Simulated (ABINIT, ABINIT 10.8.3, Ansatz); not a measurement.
# Lattice constant of bcc chromium: LDA, gradient-corrected functionals, and the effects of spin order, Hubbard U and dispersion

## Experimental context

The reference is the cubic lattice constant of chromium at ambient pressure and base temperature, a = 2.8822 Å, from "Chromium at High Pressures: Weak Coupling and Strong Fluctuations in an Itinerant Antiferromagnet" (2008, arXiv:0802.4273). The work followed the spin- and charge-density-wave order of single crystals by non-resonant synchrotron x-ray diffraction in a diamond anvil cell near liquid-helium temperature. Neutron diffraction under pressure and resistivity measurements on vanadium-doped chromium served to compare the effect of pressure with that of chemical doping. The lattice constant therefore belongs to the magnetically ordered state, in which chromium carries an incommensurate spin-density wave.

| compared with | measured | source's wording or label | method |
| --- | --- | --- | --- |
| a (Å) | 2.8822 | cubic a at ambient pressure and base temperature | x-ray diffraction |

Conditions are those given with the value in the passage it was taken from; "not stated" means there, and the paper may say more elsewhere.

## Aim and plan

The aim is the cheapest level of theory that gives the lattice constant within 0.5 %, which is about 0.014 Å. That margin is narrow enough to separate functionals, whose usual errors for the lattice constants of metals run to one or two per cent, and wide enough to absorb what a static calculation omits. The measurement was made cold, so thermal expansion hardly enters; zero-point motion remains and should lengthen the measured cell by roughly 0.1 % over the static one.

The model is a bcc crystal in a cell doubled so that corner and centre atoms can carry opposite moments. This commensurate order stands in for the long-period spin-density wave. Relaxations start from a diffraction structure with a = 2.884 Å, slightly above the low-temperature reference, and keep its cubic symmetry. The work begins without magnetism in the local-density approximation, then adds spin order, tests of the settings and gradient corrections as the results call for them.

System: Cr (chromium), bcc; Im-3m (No. 229), 1 atom in the primitive cell; the database structure is a diffraction structure: a = 2.884 Å; structure from the Crystallography Open Database.

## 1. LDA without magnetism

A non-magnetic LDA relaxation is the simplest theory that can give a lattice constant for this metal. Both simplifications should act in the same direction: LDA usually binds metals too tightly, and leaving out the moments removes a small magnetic expansion. A cell too short by more than the target is expected, and the result will serve as the baseline for the effect of spin order.

**Run 1.** ABINIT 10.8.3: LDA, JTH PAW datasets, cell doubled for the wavevector (½ ½ ½ in reciprocal vectors of the primitive cell), no spin polarisation, cell and atoms relaxed from the database structure, cutoff 20 Ha, 14x14x14 k mesh, Gaussian smearing 0.1 eV; a is the cube root of the conventional volume.

Key lines of the input:
```
# potential files: JTH PAW datasets, made for LDA
ecut 20
pawecutdg 40
ecutsm 0.5
dilatmx 1.06
optcell 2
ionmov 2
ntime 50
tolmxf 5.0d-5
ngkpt 14 14 14
shiftk 0.0 0.0 0.0
occopt 7
tsmear 0.1 eV
nband 21
nstep 80
tolvrs 1.0d-10
chkprim 0
pseudos "Cr.xml"
ntypat 1
znucl 24
natom 2
typat 1 1
rprim
  0.00000000 2.88390000 0.00000000
  2.88390000 0.00000000 0.00000000
  2.88390000 2.88390000 -2.88390000
# ... xred
```

Command:
```
OMP_NUM_THREADS=1 mpirun -n 4 abinit run.abi > run.log
```

Converged; 81 s on 4 cores of AMD EPYC 9R45 96, shared host.

| quantity | run 1 | measured | deviation |
| --- | --- | --- | --- |
| a (Å) | 2.7995 | 2.8822 | −0.0827 (−2.9 %) |
| conventional cell volume (Å³) | 21.94 |  |  |
| final pressure (GPa) | −0.00791 |  |  |

The non-magnetic LDA cell is 2.9 % too short, a miss by nearly six times the allowed margin. The sign is the expected one. Zero-point motion cannot account for it: at roughly 0.1 % it is far too small. How much of the shortfall belongs to the missing moments and how much to the functional cannot be told from this run alone.

## 2. Spin order within LDA

Spin polarisation is added next, with functional, cutoff and mesh unchanged, so that any change in the cell can be put down to magnetism. One relaxation starts with opposite moments on the corner and centre atoms, the other with parallel moments. The antiferromagnetic start is the closer stand-in for the spin-density wave; the ferromagnetic one tests whether another order survives. Moments should lengthen the cell, but in a metal compressed this far by LDA they may be weak or vanish, and an expansion of nearly 3 % from this source seems unlikely.

**Run 2.** ABINIT 10.8.3: LDA, JTH PAW datasets, cell doubled for the wavevector (½ ½ ½ in reciprocal vectors of the primitive cell), antiferromagnetic start, cell and atoms relaxed from the database structure, cutoff 20 Ha, 14x14x14 k mesh, Gaussian smearing 0.1 eV; a is the cube root of the conventional volume.

Key lines of the input, as changed from run 1:
```diff
+ nsppol 2
+ spinat 0 0 3
+        0 0 -3
```

Converged; wall time 5 min.

**Run 3.** ABINIT 10.8.3: LDA, JTH PAW datasets, cell doubled for the wavevector (½ ½ ½ in reciprocal vectors of the primitive cell), ferromagnetic start, cell and atoms relaxed from the database structure, cutoff 20 Ha, 14x14x14 k mesh, Gaussian smearing 0.1 eV; a is the cube root of the conventional volume.

Key lines of the input, as changed from run 1:
```diff
+ nsppol 2
+ spinat 0 0 3
+        0 0 3
```

Converged; 5.3 min on 4 cores of Arm Neoverse N1, shared host.

| quantity | run 2 | run 3 | measured |
| --- | --- | --- | --- |
| a (Å) | 2.7995 | 2.7995 | 2.8822 |
| net moment per formula unit (μB) | 0 | 0 |  |
| conventional cell volume (Å³) | 21.94 | 21.94 |  |
| final pressure (GPa) | 0.00009 | −0.00785 |  |

Both spin-polarised relaxations return the non-magnetic lattice constant to all the figures of the table. The ferromagnetic start has lost its net moment. For the antiferromagnetic start a zero net moment follows from the opposed spins and proves nothing, but the unchanged cell points to local moments that have vanished or become negligible. LDA at its own equilibrium volume thus shows no magnetic expansion, and the full miss of 2.9 % remains.

## 3. Gradient corrections with antiferromagnetic order

Since spin order alone does not help, the functional is changed next. PBEsol is built for the equilibrium volumes of solids, while PBE usually gives longer bonds and favours magnetism more strongly. Both are run from the antiferromagnetic start at the same cutoff and mesh, and both should lengthen the cell. PBE is expected to come closer to the measured value, because a larger volume and a stronger tendency to form moments reinforce each other.

**Run 4.** ABINIT 10.8.3: PBEsol, JTH PAW datasets, cell doubled for the wavevector (½ ½ ½ in reciprocal vectors of the primitive cell), antiferromagnetic start, cell and atoms relaxed from the database structure, cutoff 20 Ha, 14x14x14 k mesh, Gaussian smearing 0.1 eV; PBE datasets; a is the cube root of the conventional volume.

Key lines of the input, as changed from run 2:
```diff
- # potential files: JTH PAW datasets, made for LDA
+ # potential files: JTH PAW datasets, made for PBE
+ ixc -116133
```

Not converged; 11 min on 4 cores of AMD EPYC 9R45 96, shared host.

**Run 5.** ABINIT 10.8.3: PBE, JTH PAW datasets, cell doubled for the wavevector (½ ½ ½ in reciprocal vectors of the primitive cell), antiferromagnetic start, cell and atoms relaxed from the database structure, cutoff 20 Ha, 14x14x14 k mesh, Gaussian smearing 0.1 eV; a is the cube root of the conventional volume.

Key lines of the input, as changed from run 4:
```diff
- ixc -116133
```

Converged; 11 min on 4 cores of Arm Neoverse N1, shared host.

| quantity | run 4 | run 5 | measured |
| --- | --- | --- | --- |
| a (Å) | – | 2.8659 | 2.8822 |
| net moment per formula unit (μB) | – | 0 |  |
| conventional cell volume (Å³) | – | 23.54 |  |
| final pressure (GPa) | – | −0.00248 |  |

PBE gives 2.8659 Å, 0.0163 Å or 0.57 % below the measured value: a narrow miss, by a margin too thin to rank levels on. Most of the LDA shortfall is gone. How much of the gain comes from the functional itself and how much from magnetic expansion is not separated here, since the zero net moment is imposed by the opposed spins and says nothing about the size of the local ones.

The PBEsol relaxation did not converge, so it supplies no lattice constant and no judgement on that functional.

## 4. Wu-Cohen and BLYP on either side

Two other gradient-corrected functionals are tried with the same order, cutoff and mesh; they belong to the same class of theory as PBE. Wu-Cohen is close in spirit to PBEsol and can take the place of the relaxation that failed. It is expected to give a cell between those of LDA and PBE, and so to miss by more. BLYP usually gives longer metallic bonds than PBE; here a modest lengthening would help, but it may well overshoot, the more so if larger moments form as the cell expands.

**Run 6.** ABINIT 10.8.3: Wu-Cohen GGA, JTH PAW datasets, cell doubled for the wavevector (½ ½ ½ in reciprocal vectors of the primitive cell), antiferromagnetic start, cell and atoms relaxed from the database structure, cutoff 20 Ha, 14x14x14 k mesh, Gaussian smearing 0.1 eV; PBE datasets; a is the cube root of the conventional volume.

Key lines of the input, as changed from run 5:
```diff
+ ixc 23
```

Converged; wall time 21 min.

**Run 7.** ABINIT 10.8.3: BLYP, JTH PAW datasets, cell doubled for the wavevector (½ ½ ½ in reciprocal vectors of the primitive cell), antiferromagnetic start, cell and atoms relaxed from the database structure, cutoff 20 Ha, 14x14x14 k mesh, Gaussian smearing 0.1 eV; PBE datasets; a is the cube root of the conventional volume.

Key lines of the input, as changed from run 5:
```diff
+ ixc -106131
```

Converged; wall time 11 min.

| quantity | run 6 | run 7 | measured |
| --- | --- | --- | --- |
| a (Å) | 2.8232 | 2.9089 | 2.8822 |
| net moment per formula unit (μB) | 0 | 0 |  |
| conventional cell volume (Å³) | 22.50 | 24.61 |  |
| final pressure (GPa) | −0.00194 | 0.00530 |  |

Neither functional meets the target. Wu-Cohen is 0.0590 Å (2.0 %) short, between LDA and PBE as anticipated, and BLYP overshoots by 0.0267 Å (0.9 %). The measured value lies between PBE and BLYP, with PBE the nearer of the two.

## 5. A Hubbard term on the d electrons

A Hubbard U of 3.7 eV on the chromium d shell is added to LDA and to PBEsol. It favours local moments, which plain LDA appears to lose, and moments should expand the lattice. The physical case is weak: chromium is an itinerant magnet with broad d bands, and a correction designed for localised electrons may exaggerate the moments and push the cell beyond the measured one. A good lattice constant obtained this way would therefore need the moments examined before it could be trusted. The PBEsol variant also carries the risk of failing to converge, as the relaxation without U did.

**Run 8.** ABINIT 10.8.3: LDA+U (Cr 3.7 eV), JTH PAW datasets, cell doubled for the wavevector (½ ½ ½ in reciprocal vectors of the primitive cell), antiferromagnetic start, cell and atoms relaxed from the database structure, cutoff 20 Ha, 14x14x14 k mesh, Gaussian smearing 0.1 eV; a is the cube root of the conventional volume.

Key lines of the input, as changed from run 2:
```diff
+ usepawu 1
+ lpawu 2
+ upawu 3.7 eV
+ jpawu 0 eV
```

Converged; 4.6 min on 4 cores of AMD EPYC 9R45 96, shared host.

**Run 9.** ABINIT 10.8.3: PBEsol+U (Cr 3.7 eV), JTH PAW datasets, cell doubled for the wavevector (½ ½ ½ in reciprocal vectors of the primitive cell), antiferromagnetic start, cell and atoms relaxed from the database structure, cutoff 20 Ha, 14x14x14 k mesh, Gaussian smearing 0.1 eV; PBE datasets; a is the cube root of the conventional volume.

Key lines of the input, as changed from run 8:
```diff
- # potential files: JTH PAW datasets, made for LDA
+ # potential files: JTH PAW datasets, made for PBE
+ ixc -116133
```

Selected lines of the output:
```
Dilatmx has been exceeded too many times (4)
    See the description of dilatmx and chkdilatmx input variables.
    Action: either first do a calculation with chkdilatmx=0, or
    restart your calculation with a larger dilatmx, or larger lattice vectors.
    Warning: With chkdilatmx = 0 the final computation of lattice parameters might be inaccurate.
```

Ended with an error; 12 min on 4 cores of Arm Neoverse N1, shared host.

| quantity | run 8 | measured |
| --- | --- | --- |
| a (Å) | 3.0367 | 2.8822 |
| net moment per formula unit (μB) | 0 |  |
| conventional cell volume (Å³) | 28.00 |  |
| final pressure (GPa) | 0.00626 |  |

LDA+U turns a cell 2.9 % too short into one 5.4 % too long, by far the largest overshoot so far. The expansion fits the concern that U drives strong local moments in an itinerant metal, though the moments on the atoms were not examined here and U also acts on the bonding directly. At this value of U the correction is unsuitable for the lattice constant.

The PBEsol+U relaxation stopped because the cell repeatedly exceeded the size allowed for in setting up the basis. It gives no lattice constant. A restart with more room was not made; after the LDA+U result there was little reason to pursue this route.

## 6. Dispersion added to PBE

PBE without U remains the closest level. A D3(BJ) dispersion term is the next addition to it, at little extra cost beside the self-consistent calculation. The term is attractive and should shorten a cell that is already too short, so the miss is expected to widen. The run shows whether the near agreement of PBE survives when this omitted attraction is included.

**Run 10.** ABINIT 10.8.3: PBE+D3(BJ), JTH PAW datasets, cell doubled for the wavevector (½ ½ ½ in reciprocal vectors of the primitive cell), antiferromagnetic start, cell and atoms relaxed from the database structure, cutoff 20 Ha, 14x14x14 k mesh, Gaussian smearing 0.1 eV; a is the cube root of the conventional volume.

Key lines of the input, as changed from run 5:
```diff
+ vdw_xc 7
```

Converged; wall time 12 min.

| quantity | run 10 | measured | deviation |
| --- | --- | --- | --- |
| a (Å) | 2.8316 | 2.8822 | −0.0506 (−1.8 %) |
| net moment per formula unit (μB) | 0 |  |  |
| conventional cell volume (Å³) | 22.70 |  |  |
| final pressure (GPa) | −0.00458 |  |  |

The dispersion term shortens the PBE cell by 0.0343 Å and widens the miss to 1.8 %. The direction was expected, but the size is more than twice the original PBE error. A plausible reason is that pairwise terms built from atomic polarisabilities neglect much of the screening by conduction electrons in a metal; the runs do not test this. PBE without the term remains the closest level, still just outside the target.

## 7. Cutoff, mesh and potentials in LDA

The large LDA miss has so far been put down to the functional, on one set of potentials, one cutoff and one mesh. Three relaxations from the antiferromagnetic start now test this: one with a higher cutoff, one with a denser mesh, and one with norm-conserving potentials, which also uses a coarser mesh and so is not a pure test of the potentials. Changes far smaller than the 2.9 % shortfall are expected. The checks count for LDA only; the narrow PBE miss, where a small shift could matter, is not tested by them, and corresponding PBE runs were not made.

**Run 11.** ABINIT 10.8.3: LDA, JTH PAW datasets, cell doubled for the wavevector (½ ½ ½ in reciprocal vectors of the primitive cell), antiferromagnetic start, cell and atoms relaxed from the database structure, cutoff 26 Ha, 14x14x14 k mesh, Gaussian smearing 0.1 eV; a is the cube root of the conventional volume.

Key lines of the input, as changed from run 2:
```diff
- ecut 20
- pawecutdg 40
+ ecut 26
+ pawecutdg 52
```

Converged; wall time 22 min.

**Run 12.** ABINIT 10.8.3: LDA, JTH PAW datasets, cell doubled for the wavevector (½ ½ ½ in reciprocal vectors of the primitive cell), antiferromagnetic start, cell and atoms relaxed from the database structure, cutoff 20 Ha, 18x18x18 k mesh, Gaussian smearing 0.1 eV; a is the cube root of the conventional volume.

Key lines of the input, as changed from run 2:
```diff
- ngkpt 14 14 14
+ ngkpt 18 18 18
```

Converged; wall time 20 min.

**Run 13.** ABINIT 10.8.3: LDA, PseudoDojo norm-conserving potentials, cell doubled for the wavevector (½ ½ ½ in reciprocal vectors of the primitive cell), antiferromagnetic start, cell and atoms relaxed from the database structure, cutoff 47 Ha, 10x10x10 k mesh, Gaussian smearing 0.1 eV; a is the cube root of the conventional volume.

Key lines of the input, as changed from run 2:
```diff
- # potential files: JTH PAW datasets, made for LDA
- ecut 20
- pawecutdg 40
+ # potential files: PseudoDojo norm-conserving potentials, made for LDA
+ ecut 47
- ngkpt 14 14 14
+ ngkpt 10 10 10
- pseudos "Cr.xml"
+ pseudos "Cr.upf"
```

Converged; wall time 11 min.

| quantity | run 11 | run 12 | run 13 | measured |
| --- | --- | --- | --- | --- |
| a (Å) | 2.7983 | 2.7987 | 2.7903 | 2.8822 |
| net moment per formula unit (μB) | 0 | 0 | 0 |  |
| conventional cell volume (Å³) | 21.91 | 21.92 | 21.72 |  |
| final pressure (GPa) | −0.00042 | −0.00042 | −0.00627 |  |

The LDA shortfall withstands all three checks. The higher cutoff shortens the cell by 0.0012 Å and the denser mesh by 0.0008 Å, both negligible beside a miss of 0.0827 Å. With the norm-conserving potentials the cell is 0.0092 Å shorter than with the PAW datasets, about 0.3 %. That difference combines the change of potentials with the coarser mesh and cannot be divided between them. It also widens the miss, to about 3.2 % of the measured value.

The failure of LDA is therefore not an artefact of the cutoff, the mesh or the PAW datasets. The change with the other potentials is nevertheless a sizeable part of the 0.5 % target. It cannot be carried over to PBE, but it shows that a verdict resting on a few thousandths of an ångström needs checks at its own level.

## Overview

| run | settings | a (Å) | deviation | cost | status |
| --- | --- | --- | --- | --- | --- |
| 1 | LDA, no spin polarisation, a is the cube root of the conventional | 2.7995 | −0.0827 (−2.9 %) | 5.4 core-min |  |
| 2 | LDA, a is the cube root of the conventional volume | 2.7995 | −0.0827 (−2.9 %) | 20 core-min |  |
| 3 | LDA, ferromagnetic start, a is the cube root of the conventional volume | 2.7995 | −0.0827 (−2.9 %) | 21 core-min |  |
| 4 | PBEsol, PBE datasets, a is the cube root of the conventional volume | – |  | 46 core-min | not converged |
| 5 | PBE, a is the cube root of the conventional volume | 2.8659 | −0.0163 (−0.6 %) | 43 core-min |  |
| 6 | Wu-Cohen GGA, PBE datasets, a is the cube root of the conventional | 2.8232 | −0.0590 (−2.0 %) | 84 core-min |  |
| 7 | BLYP, PBE datasets, a is the cube root of the conventional volume | 2.9089 | +0.0267 (+0.9 %) | 43 core-min |  |
| 8 | LDA+U (Cr 3.7 eV), a is the cube root of the conventional | 3.0367 | +0.1545 (+5.4 %) | 18 core-min |  |
| 9 | PBEsol+U (Cr 3.7 eV), PBE datasets, a is the cube root of | – |  | 50 core-min | ended with an error |
| 10 | PBE+D3(BJ), a is the cube root of the conventional volume | 2.8316 | −0.0506 (−1.8 %) | 47 core-min |  |
| 11 | LDA, cutoff 26 Ha, a is the cube root of the conventional | 2.7983 | −0.0839 (−2.9 %) | 90 core-min |  |
| 12 | LDA, 18x18x18 mesh, a is the cube root of the conventional volume | 2.7987 | −0.0835 (−2.9 %) | 79 core-min |  |
| 13 | LDA, PseudoDojo, cutoff 47 Ha, 10x10x10 mesh, a is the cube root | 2.7903 | −0.0919 (−3.2 %) | 43 core-min |  |
|  | measured | 2.8822 |  |  |  |

## Assessment

No level tried meets the 0.5 % target. PBE with antiferromagnetic order comes closest: its lattice constant of 2.8659 Å is 0.57 % below the measured 2.8822 Å, a narrow miss at 43 core-minutes. The margin is thin, and cutoff, mesh and potentials were tested only for LDA.

The decisive step was from LDA to PBE, which removed most of the 2.9 % shortfall. Adding spin to LDA left the cell unchanged, and the LDA checks confirmed that its large miss does not come from the settings. Wu-Cohen remained too short, BLYP too long. Dispersion worsened PBE, and a Hubbard term drove LDA far past the measurement. The two PBEsol relaxations, with and without U, yielded no lattice constant, so that functional remains unjudged.

Zero-point motion, absent from the calculation, should lengthen the PBE cell by roughly 0.1 %. That would bring it to about the edge of the target, too close to turn the miss into a secure pass. Thermal expansion hardly matters at the measuring temperature. The rest may lie in the functional or the untested PBE settings. The simple alternating order that replaces the incommensurate spin-density wave may also shift the cell, by an amount and in a direction not examined here.

Nor is the closeness of PBE proof of correct magnetism. PBE is known to exaggerate the moments of chromium in such an order, which would lengthen the cell and could hide part of a larger shortfall. Non-magnetic calculations for chromium tend to give a smaller cell, so part of the PBE lattice constant probably rests on the moments; neither their size nor their share of the expansion was examined here. A PBE calculation with the long-period spin-density wave would address the magnetic simplification directly.

[Logs are printed without paths, hosts, clocks, repeated set-up lines and the standing remarks that a program may print on its own settings, such as how far it seeks lower states.]

[The runs shown are a pick from a larger set of finished runs; failed, doubtful and other runs were left out of it ahead of writing. So were measured values far from every level or from commonly accepted values, and agreement can look better than it is. Lines of input and output are excerpts and may be shortened.]
